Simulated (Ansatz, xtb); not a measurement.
# Relative energy of two isomers of CH3BFS

Structure a: `[CH2]SBF`, a doublet. Structure b: `[CH2]B(F)S`, a doublet. Both are isolated molecules in the gas phase, relaxed with B3LYP/6-31G*; the shapes shown needn't be the lowest conformers.

a (Å):

```json
{"atom": "C", "x (Å)": "-0.3369", "y (Å)": "-1.3020", "z (Å)": "-0.8071"}
{"atom": "B", "x (Å)": "-1.8298", "y (Å)": "0.5258", "z (Å)": "0.6965"}
{"atom": "F", "x (Å)": "-0.7714", "y (Å)": "1.3141", "z (Å)": "0.5314"}
{"atom": "S", "x (Å)": "-1.8670", "y (Å)": "-1.1408", "z (Å)": "-0.0056"}
{"atom": "H", "x (Å)": "0.3813", "y (Å)": "-0.4929", "z (Å)": "-0.8018"}
{"atom": "H", "x (Å)": "-0.1316", "y (Å)": "-2.2376", "z (Å)": "-1.3096"}
{"atom": "H", "x (Å)": "-2.7774", "y (Å)": "0.9031", "z (Å)": "1.3118"}
```

b (Å):

```yaml
atoms:
  - { symbol: C, position_ang: [0.4883, -0.3681, -1.1130] }
  - { symbol: B, position_ang: [1.3137, 0.4951, -0.1594] }
  - { symbol: F, position_ang: [2.5882, 0.1848, 0.1097] }
  - { symbol: S, position_ang: [0.6798, 1.9885, 0.6874] }
  - { symbol: H, position_ang: [-0.5488, -0.1688, -1.3711] }
  - { symbol: H, position_ang: [0.9179, -1.2474, -1.5899] }
  - { symbol: H, position_ang: [-0.5682, 1.9551, 0.1771] }
```

Quicker runs give these differences E(b) − E(a): GFN2-xTB −0.028 eV; HF/STO-3G −0.335 eV (at GFN2-xTB geometries); r2SCAN-D4/def2-SVP −0.672 eV (at GFN2-xTB geometries).

Estimate E(b) − E(a) at the level CCSD(T)/def2-SVP + ΔMP2/def2-TZVPP.

Calculated at CCSD(T)/def2-SVP + ΔMP2/def2-TZVPP: E(b) − E(a) = −0.584 eV, so structure b lies lower.

The same difference at several levels:

```json
{"level": "GFN2-xTB", "geometry": "GFN2-xTB", "E(b) − E(a) (eV)": "−0.028", "departure from the last row (eV)": "+0.556", "job, with rough time for the two": "optimisation, 0.62 s"}
{"level": "HF/STO-3G", "geometry": "GFN2-xTB", "E(b) − E(a) (eV)": "−0.335", "departure from the last row (eV)": "+0.249", "job, with rough time for the two": "single point, 1.1 s"}
{"level": "r2SCAN-D4/def2-SVP", "geometry": "GFN2-xTB", "E(b) − E(a) (eV)": "−0.672", "departure from the last row (eV)": "−0.088", "job, with rough time for the two": "single point, 10 s"}
{"level": "B3LYP/6-31G*", "geometry": "B3LYP/6-31G*", "E(b) − E(a) (eV)": "−0.534", "departure from the last row (eV)": "+0.050", "job, with rough time for the two": "optimisation, 1.9 min"}
{"level": "HF/def2-SVP", "geometry": "B3LYP/6-31G*", "E(b) − E(a) (eV)": "−0.812", "departure from the last row (eV)": "−0.228", "job, with rough time for the two": "part of the CCSD(T) run"}
{"level": "MP2/def2-SVP", "geometry": "B3LYP/6-31G*", "E(b) − E(a) (eV)": "−0.709", "departure from the last row (eV)": "−0.125", "job, with rough time for the two": "part of the CCSD(T) run"}
{"level": "CCSD(T)/def2-SVP", "geometry": "B3LYP/6-31G*", "E(b) − E(a) (eV)": "−0.693", "departure from the last row (eV)": "−0.109", "job, with rough time for the two": "single point"}
{"level": "CCSD(T)/def2-SVP + ΔMP2/def2-TZVPP", "geometry": "B3LYP/6-31G*", "E(b) − E(a) (eV)": "−0.584", "departure from the last row (eV)": "", "job, with rough time for the two": "single point, 72 s"}
```

As drawn, b has 1 C–B, 1 S–H in place of 1 C–S, 1 B–H.

None of the levels shown reverses the order. The largest departure from CCSD(T)/def2-SVP + ΔMP2/def2-TZVPP is that of GFN2-xTB, 0.556 eV. The last row adds to CCSD(T) the change of the MP2 difference between the two basis sets, here +0.109 eV.

With harmonic frequencies from B3LYP/6-31G* (ideal gas, rigid rotor, one conformer each, 200 K, 1 atm): the zero-point term adds −0.002 eV; ΔH is −0.592 and ΔG −0.584 eV.

Open shells are spin-unrestricted. The correlated steps freeze 8 core orbitals. Codes used: Ansatz 0.2.0, xtb 6.7.1; the last row on 1 thread of Intel(R) Xeon(R) Processor @ 2.50GHz (Skylake/Cascade Lake) on a shared host.

The preference for b is probably rooted in its bonding: both radicals keep the B–F and B–S links, but b exchanges a relatively weak C–S bond for a strong C–B bond, while the accompanying change from B–H to S–H should matter less. Both radicals are also stabilised at the CH2 carbon, in different ways. In a, the unpaired electron interacts with a sulfur lone pair that boron also draws on; in b, it can spread into the formally empty boron p orbital, though π donation from fluorine and sulfur competes for that orbital. The energy difference alone cannot separate these effects from the bond exchange.

With the small basis, correlation reduces Hartree–Fock's preference for b, and MP2 already lies close to CCSD(T). Enlarging the basis shifts the balance further towards a, probably through a better description of polarisation around sulfur. B3LYP's closeness to the final value may therefore owe something to cancelling errors. The energy ordering says nothing about how readily a would rearrange to b, which depends on the barrier.
